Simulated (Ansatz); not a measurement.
# A series in volume per atom on Tc

All results are calculated (Ansatz 0.2.0). Periodic Kohn-Sham DFT of a crystal at fixed atoms; pressure and stress are positive in compression; the energy is the free energy less that of spherical unpolarised free atoms; site moments are those in the method's own spheres, positive along +z.

Cell of the first row (space group Fm-3m, No. 225):
```
CELL_PARAMETERS angstrom
0.00000 1.91020 1.91020
1.91020 0.00000 1.91020
1.91020 1.91020 0.00000
ATOMIC_POSITIONS crystal
Tc 0.00000 0.00000 0.00000
```

Settings of every row: method all-electron LAPW; functional PBEsol; relativity scalar; k mesh 18x18x18; filling fermi-dirac; smearing width 0.03 eV; basis error target 0.25 meV/atom; nucleus gaussian.

Atom start moment: 0 on all atoms.

```
row  volume per atom (Å³)  pressure (GPa)  energy less free atoms (eV/atom)
  1                 13.94           3.169                          -12.0992
  2                14.088          -0.332                          -12.1005
  3                14.237          -3.644                          -12.0986
  4                14.533          -9.734                          -12.0861
  5                14.681         -12.527                          -12.0758
  6                 14.83               ?                                 ?
  7                14.978          -17.65                          -12.0478
  8                15.126         -19.994                          -12.0303
  9                15.423         -24.283                          -11.9893
 10                 15.72         -28.085                          -11.9407
```

Question: what pressure and energy less free atoms should row 6 give?

Worked fit of pressure. Take u = (V_r/V)^(2/3) − 1 with V_r = 14.681 Å³ an atom, which is twice the finite (Eulerian) strain; such expansions in the strain, on which the Birch-Murnaghan equation of state is built, carry the rest volume and the bulk modulus. The shown rows have u = 0.03513, 0.02787, 0.02068, 0.00678, 0, -0.01326, -0.01971, -0.03234, -0.04456. Least squares give pressure = −12.5186 + 403.531 × u + 1220.33 × u² GPa; a straight line predicts inner rows, each left out in turn, worse (root mean square 0.64 against 0.0098 GPa). The rows lie off it by 0.006, -0.008, 0.008, -0.007, -0.008, 0.005, 0.004, 0.009, -0.008 (root mean square 0.0072 GPa). The pressure vanishes at u = 0.0286, or V = 14.07 Å³ an atom, and there the bulk modulus at fixed shape and fractions is B = −V dP/dV = (2/3)(1 + u) dP/du = 324 GPa. The withheld row has u = -0.00671, so the fit gives −12.5186 + 403.531 × (-0.00671) + 1220.33 × (-0.00671)² = -15.171 GPa.

The calculation gave -15.164 GPa. The fit lies 0.007 GPa (0.022 % of the column's range) below it; its largest miss of a shown row is 0.009 GPa.

Worked fit of energy less free atoms. Take u = (V_r/V)^(2/3) − 1 with V_r = 14.681 Å³ an atom, which is twice the finite (Eulerian) strain; such expansions in the strain, on which the Birch-Murnaghan equation of state is built, carry the rest volume and the bulk modulus. The shown rows have u = 0.03513, 0.02787, 0.02068, 0.00678, 0, -0.01326, -0.01971, -0.03234, -0.04456. Least squares give energy less free atoms = −12.0758 − 1.7217 × u + 29.761 × u² + 8.1 × u³ eV/atom; a parabola predicts inner rows, each left out in turn, worse (root mean square 0.00012 against 5e-05 eV/atom). The rows lie off it by 0.0000, 0.0000, 0.0000, 0.0000, 0.0000, 0.0000, 0.0001, 0.0000, 0.0000. Its lowest point lies at u = 0.0286, or V = 14.07 Å³ an atom, and the curvature there gives the bulk modulus at fixed shape and fractions, B = (4/9)(1 + u)² E″(u)/V = 326 GPa. The withheld row has u = -0.00671, so the fit gives −12.0758 − 1.7217 × (-0.00671) + 29.761 × (-0.00671)² + 8.1 × (-0.00671)³ = -12.0629 eV/atom.

The calculation gave -12.063 eV/atom. The fit lies 0.0001 eV/atom (0.063 % of the column's range) above it, one unit of the last digit.
